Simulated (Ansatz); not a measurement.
**The polar optical mode of BP at -3.5 GPa, worked through**

Computed with DFT LDA, scalar-relativistic, plane waves, PAW (Ansatz). Settings: 420 eV plane-wave cutoff, Γ-centred 10×10×10 mesh, fixed occupations. No spin polarisation. Phonons by linear response, acoustic sum rule imposed.

The cell is fixed (symmetry leaves no force on the atoms) and stands under -3.5 GPa:
```cif
data_structure
_symmetry_space_group_name_H-M 'F-43m'
_symmetry_Int_Tables_number 216
_cell_length_a 4.5214
_cell_length_b 4.5214
_cell_length_c 4.5214
_cell_angle_alpha 90.000
_cell_angle_beta 90.000
_cell_angle_gamma 90.000
_cell_volume 92.43
loop_
_atom_site_label
_atom_site_type_symbol
_atom_site_symmetry_multiplicity
_atom_site_Wyckoff_symbol
_atom_site_fract_x
_atom_site_fract_y
_atom_site_fract_z
_atom_site_occupancy
B1 B 4 a 0.00000 0.00000 0.00000 1
P1 P 4 d 0.25000 0.25000 0.75000 1
```

The cell is the ideal cubic zincblende prototype.

Linear response gives ν_TO = 803.8 cm⁻¹, Born charges ±0.573 e (positive on P) and ε∞ = 9.190. The primitive cell holds 23.108 Å³, and the masses are 10.810 and 30.974 amu.

Q: Find ν_LO and the static dielectric constant.

A: The long-wave field adds a restoring force: ω_LO² − ω_TO² = Z*²e²/(ε_vac ε∞ μV). In these units ν_LO² − ν_TO² = 4.92064×10⁷ Z*²/(μ V ε∞) cm⁻², with μ = m₁m₂/(m₁ + m₂) = 8.013 amu: 9497 cm⁻². So ν_LO = √(803.8² + 9497) = 809.7 cm⁻¹, and the run gives 809.7. Lyddane–Sachs–Teller then gives ε0 = ε∞ (ν_LO/ν_TO)² = 9.33, against 9.33 in the run (it forms both from the same three quantities, so the match checks the arithmetic only). Between ν_TO and ν_LO the dielectric function is negative and an undamped crystal reflects fully: a reststrahlen band from 12.4 to 12.4 μm.

Q: What do the Clausius–Mossotti polarisability and the Szigeti charge come to?

A: With the Lorentz local field, α = (3V/4π)(ε∞ − 1)/(ε∞ + 2) = 4.04 Å³ for the pair, and e_S = 3Z*/(ε∞ + 2) = 0.15 e. The Born charge includes the electrons' response to the dipole's own local field, and e_S takes that enhancement out. The Lorentz field assumes point-like polarisable ions, a poor picture once ε∞ is this large, since the electron clouds then overlap or are shared, so both numbers are formal here.

Q: How strongly does a slow electron couple to the LO mode?

A: For one isotropic parabolic band, Fröhlich's constant is α_F = (1/ε∞ − 1/ε0) √(m* Ry/ħω_LO), with Ry = 13.606 eV, ħω_LO = 100.4 meV and m* in free-electron masses: α_F = 0.0016 × 11.64 × √m* = 0.02 √m*. The band mass isn't part of this run; for m* = 0.1, 0.3 and 1 it gives 0.01, 0.01, 0.02. In weak coupling the polaron lies α_F ħω_LO below the band edge (1 meV at m* = 0.3) with a mass m*(1 + α_F/6); past α_F of about 5 or 6 that expansion fails. A semilocal functional's ε∞ tends to be too large, which taken alone lowers α_F.

Cost: 1 run of about 2.2 core-minutes, on Intel Xeon Processor @ 2.50GHz (Skylake/Cascade Lake) (shared hosts).

BP emerges as a stiff, strongly covalent crystal with only a weakly polar optical mode. The high ν_TO reflects strong sp³ bonds and the light boron atom, which dominates the reduced mass. The LO shift is small because the Born charge enters squared, electronic screening weakens the long-range field, and the short-range restoring force is already large. The static dielectric constant of 9.33 is therefore almost entirely electronic.

The positive charge on P runs against the usual electronegativity order, but a Born charge measures the polarisation created by displacement, not the static charge on an atom. The elements are close in electronegativity, and boron's compact 2p shell, with no p core beneath it, probably helps draw the bond charge its way. The sign alone doesn't make BP an ionic phosphonium-like solid.

The small α_F supports weak polar coupling for a simple band carrier, but not high mobility, since deformation-potential, intervalley and impurity scattering lie outside the Fröhlich estimate.
